**2p ionisation of ten-electron ions, Mg2+ to Gd54+: screening, eigenvalue gap and spin-orbit error**

The table holds ionisation energies from total-energy differences, 2p eigenvalues and mean radii of six ten-electron ions from spherical, scalar-relativistic, spin-polarised LDA-PW92 atoms (Quantum ESPRESSO ld1.x), with NIST values for comparison. The program tests a $1/Z$ expansion with an unfitted first-order coefficient and a $(Z\alpha)^4$ term, the Janak midpoint rule for the gap between ionisation energy and eigenvalue, and one third of a screened Dirac 2p splitting as the source of the error against NIST. The expansion with three fitted constants meets all six computed energies within 0.026%, against 2.5% without the relativistic term and 4.0% for a single screening constant. The gap grows linearly by 2.32 eV per unit of $Z$, so the ratio of eigenvalue to ionisation energy approaches 1 while the gap widens. One third of the splitting, a leading-order estimate with a rough screening constant, has the size and steepness of the error in the heavy rows but covers only about a fifth of it at Mg2+.

Ten-electron ions ([He] 2s2 2p6) computed with Quantum ESPRESSO 7.5 (ld1.x): all-electron, scalar-relativistic, spin-polarised Kohn-Sham LDA (PW92) with spherical densities and a point nucleus. The ionisation energy is the total energy of the ion with one electron fewer, its open shell filled at highest spin, less that of the listed ion.

## Analysis program

```python
# Table: 2p ionisation energies (total-energy differences), -eps(2p) and <r> of 10-electron ions,
# Quantum ESPRESSO ld1.x, scalar-relativistic spin-polarised LDA-PW92, with NIST values.
# Tested: 1/Z expansion plus (Z alpha)^4 term; Janak midpoint; missing spin-orbit as 1/3 of 2p splitting.
T = {
    'ion': ['Mg2+', 'P5+', 'Mn15+', 'Rb27+', 'I43+', 'Gd54+'],
    'Z': [12, 15, 25, 37, 53, 64],
    'charge': [2, 5, 15, 27, 43, 54],  # e
    'ionisation_energy': [80.612, 220.826, 1136.04, 3150.79, 7439.06, 11497.7],  # eV
    'minus_highest_eigenvalue': [66.838, 199.88, 1091.9, 3078.9, 7330.0, 11363],  # eV
    'highest_level_mean_radius': [0.68397, 0.47872, 0.24198, 0.15151, 0.10017, 0.080634],  # bohr
    'nist': [80.1436, 220.43, 1133.7, 3133.3, 7337.0, 11273.0],  # eV
    'nist_kind': ['measured', 'semi-empirical', 'semi-empirical', 'semi-empirical', 'theory', 'theory'],
    'nist_unc': [0.0006, 0.005, 0.6, 1.8, 4.0, 5.0],  # eV
    'error': [0.468, 0.396, 2.34, 17.5, 102, 225],  # eV
}
import numpy as np
from scipy.constants import physical_constants as pc, alpha
from scipy.optimize import least_squares as lsq
Ha = pc['Hartree energy in eV'][0]; mc2 = Ha/alpha**2
g = lambda k: np.array(T[k], float)
ion = T['ion']; Z = g('Z'); IE = g('ionisation_energy'); eps = g('minus_highest_eigenvalue')
r = g('highest_level_mean_radius'); nist = g('nist'); unc = g('nist_unc'); err = g('error')
# exact hydrogenic F0, G1, F2 integrals in units of Z hartree
a = 2*(59/243-112/2187/6) + 2*(83/512-45/512/6) + 5*(93/512-2/25*45/512)
sig = Z-np.sqrt(8*IE/Ha); sigN = Z-np.sqrt(8*nist/Ha); sigr = Z-5/r
rel = lambda s: Ha*7/384*alpha**2*(Z-s)**4
m1 = lambda p: Ha*(Z-p[0])**2/8
m2 = lambda p: Ha*(Z**2/8-a*Z+p[0]+p[1]/Z)
m3 = lambda p: m2(p)+rel(p[2])
f = [lsq(lambda p: m(p)/IE-1, x0).x for m, x0 in ((m1, [6.5]), (m2, [4., 5.]), (m3, [4., 5., 6.]))]
R = [100*(m(p)/IE-1) for m, p in zip((m1, m2, m3), f)]
print(f"1. Trend. First-order a = {a:.4f} hartree (not fitted), limiting screening 4a = {4*a:.3f}")
print(f"IE(Gd54+)/IE(Mg2+) = {IE[-1]/IE[0]:.1f}; Z^2 ratio = {(Z[-1]/Z[0])**2:.1f}")
print(f"A: (Z-s)^2/8, s = {f[0][0]:.3f}")
print(f"B: Z^2/8-aZ+b+c/Z, b = {f[1][0]:.3f}, c = {f[1][1]:.2f} hartree")
print(f"C: B+(7/384)alpha^2(Z-s)^4, b = {f[2][0]:.3f}, c = {f[2][1]:.2f}, s = {f[2][2]:.2f}")
print("ion  screening from IE, NIST, <r> | misfit % A, B, C | C misfit eV | Z^4 term eV, % of IE")
for i, n in enumerate(ion):
    print(f"{n:6s} {sig[i]:.3f} {sigN[i]:.3f} {sigr[i]:.3f} | {R[0][i]:+.2f} {R[1][i]:+.2f} {R[2][i]:+.3f}"
          f" | {m3(f[2])[i]-IE[i]:+.2f} | {rel(f[2][2])[i]:.2f} {100*rel(f[2][2])[i]/IE[i]:.2f}")
print("worst rows: " + ", ".join(f"{l} {ion[np.argmax(abs(x))]} {abs(x).max():.3f}%" for l, x in zip("ABC", R)))
rnd = 0.5*10**(np.floor(np.log10(IE))-5)
print(f"rounding of IE: {rnd.min():.5f} to {rnd.max():.2f} eV, at most {100*(rnd/IE).max():.5f}%")
# -eps(2p down) of the nine-electron ions and F0(2p,2p), eV: further outputs of the same runs
epsf = np.array([94.83631, 242.1795, 1180.771, 3224.098, 7552.552, 11640.88])
F0 = {25: 102.5862, 53: 247.3155}
gap = IE-eps; mid = (eps+epsf)/2; q, p0 = np.polyfit(Z, gap, 1); sl = np.diff(gap)/np.diff(Z)
print(f"2. Gap IE-(-eps) = {q:.3f} eV * Z {p0:+.2f} eV (rounding of -eps up to 0.5 eV)")
print("ion  -eps/IE | gap eV, line misfit eV | half drift of eps eV | midpoint-IE eV, %")
for i, n in enumerate(ion):
    print(f"{n:6s} {eps[i]/IE[i]:.3f} | {gap[i]:.1f} {q*Z[i]+p0-gap[i]:+.2f} | {(epsf[i]-eps[i])/2:.1f}"
          f" | {mid[i]-IE[i]:+.2f} {100*(mid[i]/IE[i]-1):+.3f}")
print("gap slope between rows, eV per unit Z: " + " ".join(f"{x:.2f}" for x in sl))
print("gap/F0(2p,2p): " + ", ".join(f"{ion[i]} {gap[i]/F0[int(z)]:.3f}" for i, z in enumerate(Z) if int(z) in F0))
def dirac(z, k):
    x = z*alpha
    return mc2/np.sqrt(1+(x/(2-k+np.sqrt(k*k-x*x)))**2)
third = lambda s: (dirac(Z-s, 2)-dirac(Z-s, 1))/3
s0 = 3.5  # rough recalled spin-doublet screening constant
sf = lsq(lambda p: ((third(p[0])-err)/unc)[3:], [s0]).x[0]  # heavy rows, where spin-orbit dominates
print(f"3. Error vs 1/3 of Dirac 2p splitting at Z-s; s = {s0} (recalled), {sf:.2f} (fit, 3 heaviest)")
print("ion  error eV, % , /unc | D/3 eV, share of error, rest eV, rest/unc | fitted s: D/3, rest eV")
for i, n in enumerate(ion):
    t, u = third(s0)[i], third(sf)[i]
    print(f"{n:6s} {err[i]:.3g} {100*err[i]/nist[i]:.2f} {err[i]/unc[i]:.0f} | {t:.3g} {t/err[i]:.2f}"
          f" {err[i]-t:+.2f} {(err[i]-t)/unc[i]:+.1f} | {u:.3g} {err[i]-u:+.2f} ({T['nist_kind'][i]})")
ex = np.diff(np.log(err))/np.diff(np.log(Z)); exm = np.diff(np.log(third(s0)))/np.diff(np.log(Z))
print("local exponent of error in Z: " + " ".join(f"{x:.2f}" for x in ex))
print("local exponent of D/3 in Z:   " + " ".join(f"{x:.2f}" for x in exm))
print("D/3 as % of NIST value: " + " ".join(f"{x:.2f}" for x in 100*third(s0)/nist))
print("error column has 3 figures: rounding 0.5 eV for I43+ and Gd54+")
assert np.all(np.diff(sig) < 0) and sig[0] > 4*a > sig[-1]
assert np.all(np.diff(gap) > 0) and sl.max()/sl.min() < 1.1
assert np.all((ex[2:] > 3.5) & (ex[2:] < 5.5))
assert np.all(err > 0) and np.argmin(err/nist) == 1
```

It prints:

```
1. Trend. First-order a = 1.6365 hartree (not fitted), limiting screening 4a = 6.546
IE(Gd54+)/IE(Mg2+) = 142.6; Z^2 ratio = 28.4
A: (Z-s)^2/8, s = 7.046
B: Z^2/8-aZ+b+c/Z, b = 4.508, c = 1.05 hartree
C: B+(7/384)alpha^2(Z-s)^4, b = 4.256, c = 4.12, s = 6.17
ion  screening from IE, NIST, <r> | misfit % A, B, C | C misfit eV | Z^4 term eV, % of IE
Mg2+   7.132 7.146 4.690 | +3.55 -0.14 +0.003 | +0.00 | 0.03 0.04
P5+    6.943 6.950 4.555 | -2.55 +0.51 -0.013 | -0.03 | 0.16 0.07
Mn15+  6.725 6.743 4.337 | -3.49 +0.03 +0.016 | +0.18 | 3.32 0.29
Rb27+  6.565 6.649 3.999 | -3.14 -0.59 +0.026 | +0.80 | 23.86 0.76
I43+   6.234 6.556 3.085 | -3.44 -1.63 +0.005 | +0.34 | 127.04 1.71
Gd54+  5.860 6.431 1.991 | -4.04 -2.54 -0.022 | -2.48 | 295.43 2.57
worst rows: A Gd54+ 4.039%, B Gd54+ 2.543%, C Rb27+ 0.026%
rounding of IE: 0.00005 to 0.05 eV, at most 0.00044%
2. Gap IE-(-eps) = 2.323 eV * Z -13.99 eV (rounding of -eps up to 0.5 eV)
ion  -eps/IE | gap eV, line misfit eV | half drift of eps eV | midpoint-IE eV, %
Mg2+   0.829 | 13.8 +0.10 | 14.0 | +0.23 +0.279
P5+    0.905 | 20.9 -0.10 | 21.1 | +0.20 +0.092
Mn15+  0.961 | 44.1 -0.07 | 44.4 | +0.30 +0.026
Rb27+  0.977 | 71.9 +0.06 | 72.6 | +0.71 +0.023
I43+   0.985 | 109.1 +0.05 | 111.3 | +2.22 +0.030
Gd54+  0.988 | 134.7 -0.04 | 138.9 | +4.24 +0.037
gap slope between rows, eV per unit Z: 2.39 2.32 2.31 2.32 2.33
gap/F0(2p,2p): Mn15+ 0.430, I43+ 0.441
3. Error vs 1/3 of Dirac 2p splitting at Z-s; s = 3.5 (recalled), 3.72 (fit, 3 heaviest)
ion  error eV, % , /unc | D/3 eV, share of error, rest eV, rest/unc | fitted s: D/3, rest eV
Mg2+   0.468 0.58 780 | 0.079 0.17 +0.39 +648.4 | 0.0713 +0.40 (measured)
P5+    0.396 0.18 79 | 0.265 0.67 +0.13 +26.2 | 0.246 +0.15 (semi-empirical)
Mn15+  2.34 0.21 4 | 3.28 1.40 -0.94 -1.6 | 3.15 -0.81 (semi-empirical)
Rb27+  17.5 0.56 10 | 19.7 1.13 -2.25 -1.2 | 19.2 -1.74 (semi-empirical)
I43+   102 1.39 26 | 98.7 0.97 +3.28 +0.8 | 96.9 +5.06 (theory)
Gd54+  225 2.00 45 | 231 1.02 -5.56 -1.1 | 227 -2.07 (theory)
local exponent of error in Z: -0.75 3.48 5.13 4.91 4.19
local exponent of D/3 in Z:   5.43 4.92 4.58 4.48 4.50
D/3 as % of NIST value: 0.10 0.12 0.29 0.63 1.35 2.05
error column has 3 figures: rounding 0.5 eV for I43+ and Gd54+
```
